# Margin notes on the exponent identities for KPZ and conserved KPZ growth

**1. Conventions.** The height $h(\mathbf x,t)$ is measured above a substrate of dimension $d$ (a film has $d=2$), in the frame that moves with the mean deposition velocity. Fourier components are defined by $h(\mathbf x)=\int_{\mathbf k}h_{\mathbf k}e^{i\mathbf k\cdot\mathbf x}$ with $\int_{\mathbf k}=\int d^dk/(2\pi)^d$, and $\langle h_{\mathbf k}h_{\mathbf k'}\rangle=(2\pi)^d\delta(\mathbf k+\mathbf k')S(k,t)$. The noise is Gaussian with zero mean and

$$\langle\eta(\mathbf x,t)\eta(\mathbf x',t')\rangle=2D\,\delta^d(\mathbf x-\mathbf x')\,\delta(t-t').\tag{1}$$

The premise that is never proved below is dynamic scaling. From a flat start, at long times and small $k$,

$$S(k,t)=k^{-d-2\alpha}f(k^zt),\tag{2}$$

so that correlations reach a distance $\xi\sim t^{1/z}$ and the width $W^2=\int_{\mathbf k}S$ grows as $t^{2\beta}$ with $\beta=\alpha/z$ for $\alpha>0$. The two equations are that of Kardar, Parisi and Zhang (1986),

$$\partial_th=\nu\nabla^2h+\tfrac{\lambda}{2}(\nabla h)^2+\eta,\tag{3}$$

and the conserved one with deposition noise (Villain 1991; Lai and Das Sarma 1991),

$$\partial_th=-K\nabla^4h-\tfrac{\lambda_c}{2}\nabla^2(\nabla h)^2+\eta,\tag{4}$$

with $\nu,K>0$.

**2. What bare rescaling gives.** Put $\mathbf x\to b\mathbf x$, $t\to b^zt$, $h\to b^\alpha h$ and restore the coefficient of $\partial_th$ to one. The noise (1) scales as $b^{-(d+z)/2}$. Then

$$\nu\to b^{z-2}\nu,\quad\lambda\to b^{\alpha+z-2}\lambda,\quad K\to b^{z-4}K,\quad\lambda_c\to b^{\alpha+z-4}\lambda_c,\quad D\to b^{z-2\alpha-d}D.\tag{5}$$

Three coefficients cannot be held fixed with two exponents. The nonlinearity resolves this, since eliminating short waves makes coefficients depend on the scale. An exponent identity therefore needs two things. The coefficient must receive no scale-dependent correction, and its term must survive at the fixed point, neither vanishing nor diverging. Only then may its power of $b$ in (5) be set to zero.

## KPZ

**3. The tilt transformation, written out.** For a constant vector $\mathbf m$ define

$$h'(\mathbf x,t)=h(\mathbf x+\lambda\mathbf mt,t)+\mathbf m\cdot\mathbf x+\tfrac\lambda2m^2t.$$

Then $\partial_th'=\partial_th+\lambda\mathbf m\cdot\nabla h+\tfrac\lambda2m^2$, $\nabla^2h'=\nabla^2h$, and $\tfrac\lambda2(\nabla h')^2=\tfrac\lambda2(\nabla h)^2+\lambda\mathbf m\cdot\nabla h+\tfrac\lambda2m^2$. The extra terms are equal on both sides, so $h'$ obeys (3) with the noise $\eta'(\mathbf x,t)=\eta(\mathbf x+\lambda\mathbf mt,t)$. Its correlator is $2D\,\delta^d(\mathbf x-\mathbf x'+\lambda\mathbf m(t-t'))\,\delta(t-t')$, which equals (1) because the last factor sets $t=t'$. The invariance holds for the statistics and not for a single history, it is exact for finite $\mathbf m$, and it needs noise that is white in time.

**4. Why $\lambda$ is not renormalised.** The map shifts $\mathbf x$ and adds a known function, so it commutes with averaging over short waves. It shows that a surface with imposed mean slope $\mathbf m$ advances at $v(\mathbf m)=v(0)+\tfrac\lambda2m^2$. The mean velocity is a property of the largest scale, and the coefficient of $(\nabla h)^2$ in any coarse-grained equation is half its curvature. That curvature is the bare $\lambda$. With (5),

$$\alpha+z=2\tag{6}$$

at any fixed point where the nonlinear term survives. The same follows from kinematics. A bump of size $\xi$ has slopes $\xi^{\alpha-1}$, its flanks move sideways at $\lambda\xi^{\alpha-1}$, and the crossing time is $\xi^{2-\alpha}/\lambda$. The condition matters. At the linear (Edwards–Wilkinson) fixed point $\nu$ and $D$ are fixed, so $z=2$, $\alpha=(2-d)/2$ and $\lambda$ scales as $b^{(2-d)/2}$. For $d<2$ it grows and the linear point is unstable. For $d>2$ a weak $\lambda$ decays, and (6) does not hold on that smooth side.

**5. The stationary measure in $d=1$.** On a ring the Fokker–Planck equation of (3) is

$$\partial_tP=-\int dx\,\frac{\delta}{\delta h(x)}\Big[\Big(\nu h''+\tfrac\lambda2h'^2\Big)P-D\frac{\delta P}{\delta h(x)}\Big].$$

Try $P_s\propto\exp[-\tfrac{\nu}{2D}\int h'^2dx]$, for which $\delta P_s/\delta h=(\nu/D)h''P_s$. The terms without $\lambda$ cancel inside the bracket. What remains is

$$\partial_tP_s=-\tfrac\lambda2P_s\Big[\int dx\,\frac{\delta h'(x)^2}{\delta h(x)}+\frac\nu D\int dx\,h'^2h''\Big].$$

The second integrand is $(h'^3/3)'$ and integrates to zero. The first is the formal product $2h'(x)\,\delta'(0)$, which needs a regulator. Take a ring of sites with unit spacing, $u_j=h_{j+1}-h_j$, Laplacian $u_j-u_{j-1}$, and represent $h'^2$ by $\psi_j=\tfrac13(u_j^2+u_ju_{j-1}+u_{j-1}^2)$. Then $\psi_j(u_j-u_{j-1})=\tfrac13(u_j^3-u_{j-1}^3)$, and since $\partial u_j/\partial h_j=-1$, $\partial u_{j-1}/\partial h_j=+1$, one has $\partial\psi_j/\partial h_j=\tfrac13(u_{j-1}-u_j)$. Both sums over $j$ telescope to zero, so $P_s\propto\exp[-\tfrac\nu{2D}\sum u_j^2]$ is exactly stationary for every $\lambda$. It is a measure on height differences, since the mean height keeps moving. The probability current proportional to $\lambda$ is free of divergence but not zero, so this is a steady state without detailed balance.

**6. From the measure to the exponents.** $P_s$ gives $S(k,\infty)=D/\nu k^2$, and with $\int_0^\infty(1-\cos kx)k^{-2}dk=\pi|x|/2$,

$$\langle[h(x)-h(0)]^2\rangle=\int\frac{dk}{2\pi}\,2(1-\cos kx)\frac{D}{\nu k^2}=\frac D\nu|x|.$$

The profile is a random walk and $\alpha=1/2$. This value is shared with the linear equation and says nothing about $z$. Because the linear point is unstable in $d=1$ (note 4), (6) applies:

$$\alpha=\tfrac12,\qquad z=\tfrac32,\qquad\beta=\tfrac13.$$

The two quantities that survive coarse-graining are $A=D/\nu$, of dimension $h^2/x$, and $\lambda$, of dimension $x^2/(ht)$. The only height and length they form with $t$ are $W\sim(A^2|\lambda|t)^{1/3}$ and $\xi\sim(A^{1/2}|\lambda|t)^{2/3}$. Separately $\nu$ and $D$ do change, and by (5) both grow as $L^{1/2}$ with the scale $L$. Thus $z-2\alpha=1/2\neq d$ here, because the nonlinearity feeds fluctuations into the longest waves.

**7. Why the measure fails in $d=2$.** The term to be cancelled is $\int(\nabla h)^2\nabla^2h$. The pieces $h_x^2h_{xx}$ and $h_y^2h_{yy}$ are total derivatives, but $h_x^2h_{yy}$ and $h_y^2h_{xx}$ each integrate by parts to $-2h_xh_yh_{xy}$. For $h=\cos x+\cos y+\cos(x+y)$ the cell average of $(\nabla h)^2\nabla^2h$ is $-1$. Only (6) is left, one relation for two exponents.

## Conserved growth

**8. Why epitaxy without desorption has no KPZ term.** Assume that every arriving atom stays, that the film has no voids or overhangs, and that atoms move only along the surface. The beam delivers $F$ atoms per projected area and time, each of volume $\Omega$, so $\partial_th=-\Omega\nabla\cdot\mathbf J+\eta$ in the frame moving at $v=\Omega F$. The divergence has zero average on any tilted surface, so $v(\mathbf m)$ is constant, and by note 4 $\lambda=0$ on all scales. The noise is shot noise. The count on an area $\mathcal A$ in a time $\tau$ is Poissonian with variance $F\mathcal A\tau$, the mean height has variance $\Omega^2F\tau/\mathcal A$, and (1) gives $2D\tau/\mathcal A$. Hence $D=v\Omega/2$.

**9. The premise behind (4).** Conservation alone allows a current that depends on the slope, $\mathbf J\propto\nabla h$, which gives $\nu\nabla^2h$ and overrides $K\nabla^4h$ at long wavelengths. Equation (4) assumes that the current is a gradient, so that

$$\partial_th=\nabla^2\mu+\eta,\qquad\mu=-K\nabla^2h-\tfrac{\lambda_c}2(\nabla h)^2,\tag{7}$$

where $\mu$ holds the lowest terms allowed by isotropy and by $h\to h+$ const. The form is closed under coarse-graining. An average of $\nabla^2\mu$ is the Laplacian of an average, and a term $\nu\nabla^2h$ would need $\mu\propto h$, which the shift symmetry forbids. The term $\nabla\cdot(\nabla h\,\nabla^2h)$ has the same order as the $\lambda_c$ term and coincides with it in $d=1$, but for $d\ge2$ it is not a gradient current and is excluded by the premise.

The origin of $\lambda_c$ can be estimated. On a terrace of width $w$ with absorbing steps, $D_s\rho''+F=0$ gives the adatom density $\rho=Fx(w-x)/2D_s$, with mean $Fw^2/12D_s$. The width is $a_\perp/|m|$ on a slope $m$ (step height $a_\perp$) and is limited by the island spacing $\ell$ on a singular face. Assume the interpolation $w^{-2}=\ell^{-2}+m^2/a_\perp^2$, so $w^2\simeq\ell^2-\ell^4m^2/a_\perp^2$ for $|m|\ll a_\perp/\ell$. With $\mathbf J=-D_s\nabla\bar\rho$,

$$\partial_th\ni\Omega D_s\nabla^2\bar\rho=-\frac{v\ell^4}{12a_\perp^2}\nabla^2m^2,\qquad\lambda_c=\frac{v\ell^4}{6a_\perp^2}.$$

The power of $\ell$ is the firmer part, and the prefactor depends on the interpolation.

**10. The exact identity.** In Fourier space (7) reads $\partial_th_{\mathbf k}=-k^2\mu_{\mathbf k}+\eta_{\mathbf k}$. At a finite time $\mu$ is correlated only over $\xi(t)$, so the spectrum of $\int_0^t\mu_{\mathbf k}dt'$ stays finite as $k\to0$, and the factor $k^2$ removes it. Therefore $S(k\to0,t)=2Dt$ with the bare $D$, whatever $\mu$ is. In (2) this requires $f(u)\propto u$ at small $u$ to give the linear growth in $t$, and then $k^{z-d-2\alpha}$ must be independent of $k$:

$$z-2\alpha=d,\qquad\text{equivalently}\qquad2\beta+d/z=1.\tag{8}$$

No expansion in $\lambda_c$ is used. The same argument holds for any current with short-ranged correlations, which brings a factor $k$. For $\lambda_c=0$, $K$ is fixed, $z=4$, $\alpha=(4-d)/2$, $\beta=(4-d)/8$, and $\lambda_c$ scales as $b^{(4-d)/2}$. The nonlinearity is relevant for $d<4$.

**11. One loop means Gaussian fluctuations on a background.** Write $h=H+\phi$ with $H$ smooth on scales beyond $L$ and $\phi$ the waves with $q>1/L$. One loop keeps the equation of $\phi$ linear,

$$\partial_t\phi=-K\nabla^4\phi-\lambda_c\nabla^2(\nabla H\cdot\nabla\phi)+\eta,\tag{9}$$

and feeds it back by $\mu\to\mu[H]-\tfrac{\lambda_c}2\langle(\nabla\phi)^2\rangle_H$. $H$ relaxes at the rate $Kk^4\ll Kq^4$ and counts as static. By the symmetries of note 9 the gradient expansion starts as $\langle(\nabla\phi)^2\rangle_H=c_0+c_1\nabla^2H+c_2(\nabla H)^2$. The constant drops out, $\delta K=\lambda_cc_1/2$, and $\delta\lambda_c=\lambda_cc_2$.

**12. $c_2=0$.** A uniform tilt $H=\mathbf m\cdot\mathbf x$ isolates $c_2$. Then (9) becomes $\partial_t\phi_{\mathbf q}=-(Kq^4-i\lambda_cq^2\,\mathbf m\cdot\mathbf q)\phi_{\mathbf q}+\eta_{\mathbf q}$. The tilt adds an imaginary part to the rate, and the stationary spectrum $2D\int_0^\infty|e^{-(Kq^4-i\omega)s}|^2ds=D/Kq^4$ does not depend on it. So $\langle(\nabla\phi)^2\rangle$ is independent of $\mathbf m$ and $\lambda_c$ has no one-loop correction. This is the cancellation of the triangle diagrams in one line.

**13. $c_1$.** Take one background wave $H_{\mathbf k}e^{i\mathbf k\cdot\mathbf x}$. The coupling in (9) is $-\lambda_cq^2\,\mathbf k\cdot(\mathbf q-\mathbf k)H_{\mathbf k}\phi_{\mathbf q-\mathbf k}$. For $\mathbf q_{1,2}=\mathbf k/2\pm\mathbf p$, one has $\mathbf q_1-\mathbf k=-\mathbf q_2$, and stationarity of the pair correlation $C=\langle\phi_{\mathbf q_1}\phi_{\mathbf q_2}\rangle$ to first order in $H$ gives

$$K(q_1^4+q_2^4)\,C=\lambda_cH_{\mathbf k}\frac DK\Big[\frac{q_1^2}{q_2^4}\mathbf k\cdot\mathbf q_2+\frac{q_2^2}{q_1^4}\mathbf k\cdot\mathbf q_1\Big].$$

With $s=\mathbf k\cdot\mathbf p/p^2$, $q_{1,2}^2\simeq p^2(1\pm s)$, so $q_1^2/q_2^4\simeq p^{-2}(1+3s)$ and $q_2^2/q_1^4\simeq p^{-2}(1-3s)$, while $\mathbf k\cdot\mathbf q_{1,2}=k^2/2\pm\mathbf k\cdot\mathbf p$. The terms of first order in $k$ cancel, and the bracket is $p^{-2}[k^2-6(\mathbf k\cdot\mathbf p)^2/p^2]$. Using $-\mathbf q_1\cdot\mathbf q_2\simeq p^2$, $q_1^4+q_2^4\simeq2p^4$ and the angular average $\langle\cos^2\theta\rangle=1/d$,

$$\langle(\nabla\phi)^2\rangle_{\mathbf k}=-\int_{\mathbf p}\mathbf q_1\cdot\mathbf q_2\,C=-k^2H_{\mathbf k}\,\frac{\lambda_cD}{2K^2}\,\frac{6-d}{d}\int_{\mathbf p}p^{-4}.$$

Since $\nabla^2H\to-k^2H_{\mathbf k}$, the factor that multiplies it is $c_1$. With $K_d$ the area of the unit sphere divided by $(2\pi)^d$, and the integral taken over $p>1/L$,

$$\frac{\delta K}K=\frac{6-d}{4d}\,K_d\,g\,\frac{L^{4-d}}{4-d},\qquad g=\frac{\lambda_c^2D}{K^3}.\tag{10}$$

The correction is positive for either sign of $\lambda_c$, so the nonlinearity stiffens the surface.

**14. The fixed point.** Apply (10) shell by shell with the current $K$, keeping $D$ (note 10) and $\lambda_c$ (note 12) fixed. Then $dK/d\ln L=BL^{4-d}/K^2$ with $B=(6-d)K_d\lambda_c^2D/4d$, which integrates to

$$K(L)^3=K^3+\frac{3B\,L^{4-d}}{4-d}.\tag{11}$$

For $d<4$, $K(L)\propto L^{(4-d)/3}$ at large $L$ for any bare $K$. The positive sign of $B$ is what makes this fixed point exist, and its size drops out of the exponents. The relaxation time is $L^4/K(L)$, so $z=4-(4-d)/3$. This is the solution of (8) together with $\alpha+z=4$, the relation that (5) gives for a fixed $\lambda_c$:

$$\alpha=\frac{4-d}3,\qquad z=\frac{8+d}3,\qquad\beta=\frac{4-d}{8+d}\qquad\text{(one loop)}.\tag{12}$$

For a film, $\alpha=2/3$, $z=10/3$, $\beta=1/5$. For $d=1$, $\alpha=1$, $z=3$, $\beta=1/3$, where $\beta$ coincides with the KPZ value although $\alpha$ and $z$ differ.

**15. Why $\alpha+z=4$ is not a symmetry.** In both equations a tilt makes each mode rotate in phase. For KPZ the rate is $\lambda\mathbf m\cdot\mathbf q$, linear in $\mathbf q$. The phases of the modes $\mathbf q$ and $\mathbf k-\mathbf q$ add up to that of $\mathbf k$, so all of them are removed from the mode coupling by the single translation of note 3. For (4) the rate is $\lambda_cq^2\mathbf m\cdot\mathbf q$, and in $d=1$ the mismatch is proportional to $k^3-q^3-(k-q)^3=3kq(k-q)\ne0$. The phase can be removed from the linear equation (9), but it reappears in the coupling among the $\phi$ modes that (9) omits. That coupling changes $\langle(\nabla\phi)^2\rangle$ by a tilt-dependent amount from two loops on. If $\lambda_c(L)\propto L^{3\delta}$, then $\alpha+z=4-3\delta$, and with the exact (8)

$$\alpha=\frac{4-d}3-\delta,\qquad z=\frac{8+d}3-2\delta.$$

Janssen (1997) found $\delta>0$ of order $(4-d)^2$ at two loops. With the approximate value $\delta\approx0.014$ for $d=2$ as an input that is not derived here, $\beta$ moves from $1/5$ to 0.197.

## Range of validity

**16.** Relation (6) needs noise that is white in time and a surviving nonlinearity. Spatially correlated noise that is white in time keeps (6) but spoils the Gaussian measure of note 5. The values $1/2$, $3/2$, $1/3$ hold for $d=1$ only, for example for an isolated moving step that can gain material in a slope-dependent way. Relation (8) needs conservation and non-conserved white noise. The randomness of hops and of nucleation is conserved noise, with strength $\propto k^2$, and it is overtaken by $D$ at small $k$. Result (12) is the leading order in $4-d$, which is not small for a film. It further needs $\alpha<1$, because a term $\nabla^2(\nabla h)^4$ scales relative to the $\lambda_c$ term as $b^{2(\alpha-1)}$, which is marginal for $d=1$ at one loop. All statements are asymptotic. They hold for $\xi\gg\ell$, beyond the crossover scale in (10), and once $W$ exceeds $a_\perp$ so that the layer structure is averaged out.

**17. The most fragile premise.** Let descending steps carry an Ehrlich–Schwoebel barrier, described by $\rho=-\ell_{ES}\rho'$ at $x=w$, with $\rho=0$ at the ascending step $x=0$. The solution $\rho=-Fx^2/2D_s+cx$ has $c=Fw(w/2+\ell_{ES})/[D_s(w+\ell_{ES})]$, and the mean current $-D_s\rho(w)/w$ is uphill with size $Fw\ell_{ES}/2(w+\ell_{ES})\simeq F\ell_{ES}/2$ for a weak barrier. On a singular face up and down steps nearly balance. Assuming an imbalance $\ell|m|/a_\perp$, one gets $\nu\simeq-v\ell\ell_{ES}/2a_\perp$. A negative $\nu$ makes waves with $1/q>\sqrt{K/|\nu|}$ grow into mounds. Processes that carry atoms downhill give $\nu>0$ and, by note 4, $\alpha=0$ (logarithmic roughness) in $d=2$. Mound formation is the typical behaviour of Fe(001) homoepitaxy near room temperature, where (12) is therefore not the expected description.

## Illustration: low-temperature Si(001) homoepitaxy

**18. Inputs.** The lattice constant is typically $a=0.543$ nm, so $a_\perp=a/4=0.136$ nm, the area per surface atom is $A_0=a^2/2=0.147$ nm², and $\Omega=a^3/8=0.0200$ nm³. Assumed are a rate of 1 ML/s, a temperature of 500 K, an island spacing $\ell=3$ nm, isotropy after averaging over the two dimer-row directions, and $K=v\ell^4/12a_\perp$, whose form is dimensional and whose prefactor is a guess. Then $D=1.36\times10^{-3}$ nm⁴/s, $K=6.75$ nm⁴/s, $\lambda_c=99.4$ nm³/s and $g=24A_0/\ell^4=0.0437$ nm⁻². The third figures serve the arithmetic only.

**19. Crossover.** For $d=2$, $K_2=1/2\pi$ and (10) is $\delta K/K=gL^2/8\pi=y$, with $y=(L/L^*)^2$ and $L^*=\sqrt{8\pi/g}=24$ nm. The time $L^{*4}/K$ corresponds to $N^*=(4\pi^2/3)(\ell^2/A_0)^2\approx5\times10^4$ ML, a film of about 7 µm. Equation (11) becomes $K(L)/K=(1+3y)^{1/3}$. Setting $t=L^4/K(L)$ gives $N/N^*=y^2(1+3y)^{-1/3}$ and the running exponent $z_{\rm eff}=d\ln t/d\ln L=4-2y/(1+3y)$. With $W^2\sim DL^2/K(L)$, (8) holds locally and $\beta_{\rm eff}=\tfrac12-1/z_{\rm eff}$.

| $N$ (ML) | thickness (µm) | $y$ | $z_{\rm eff}$ | $\beta_{\rm eff}$ |
|---|---|---|---|---|
| $10^3$ | 0.136 | 0.15 | 3.79 | 0.24 |
| $10^4$ | 1.36 | 0.53 | 3.59 | 0.22 |
| $10^5$ | 13.6 | 1.97 | 3.43 | 0.21 |

The model drifts from $1/4$ towards $1/5$ over decades of thickness, and throughout the table the crossover shifts $\beta$ by more than the two-loop term of note 15. Since $N^*\propto K^5/\lambda_c^4D^2$, a factor 2 in the guessed $K$ moves the thickness scale by a factor 32, so the rows show the shape of the drift and not its position.

**20. Width.** The linear equation has $S=(D/Kq^4)(1-e^{-2Kq^4t})$. With $u=2Ktq^4$ and $\int_0^\infty u^{-3/2}(1-e^{-u})du=2\sqrt\pi$,

$$W^2=\frac D{2\pi K}\int_0^\infty\frac{dq}{q^3}\big(1-e^{-2Kq^4t}\big)=D\sqrt{\frac t{8\pi K}}.$$

At $10^3$ ML this is $W=0.057$ nm, and the stiffening $K(L)/K=1.13$ lowers it by a few per cent. It is below the $a_\perp/2=0.068$ nm of a half-filled layer, so the first row of the table describes only the long-wave part of the surface. The linear $W$ reaches $a_\perp$ at $(8\pi/3)(\ell^2/A_0)^2\approx3\times10^4$ ML, the same scale as $N^*$.

**21. The neglected term.** For (4) to hold up to $L^*$ one needs $|\nu|<K/L^{*2}=0.012$ nm²/s, or $\ell_{ES}<0.008$ nm by note 17. With the assumed relation $\ell_{ES}=a_\parallel(e^{\Delta E/k_BT}-1)$ and $a_\parallel=a/\sqrt2=0.384$ nm, this bounds the extra step-edge barrier at $\Delta E\approx0.02\,k_BT\approx0.9$ meV. A larger net uphill bias acts before the conserved fixed point is reached. The width of 0.06 nm at 0.136 µm is the model's number. As typical knowledge, Si(001) films grown this thick at such low temperature roughen to the order of 1 nm and eventually lose epitaxy, so the model falls short by about an order of magnitude or more, in the direction expected when slope-dependent currents, and not shot noise alone, drive the roughening.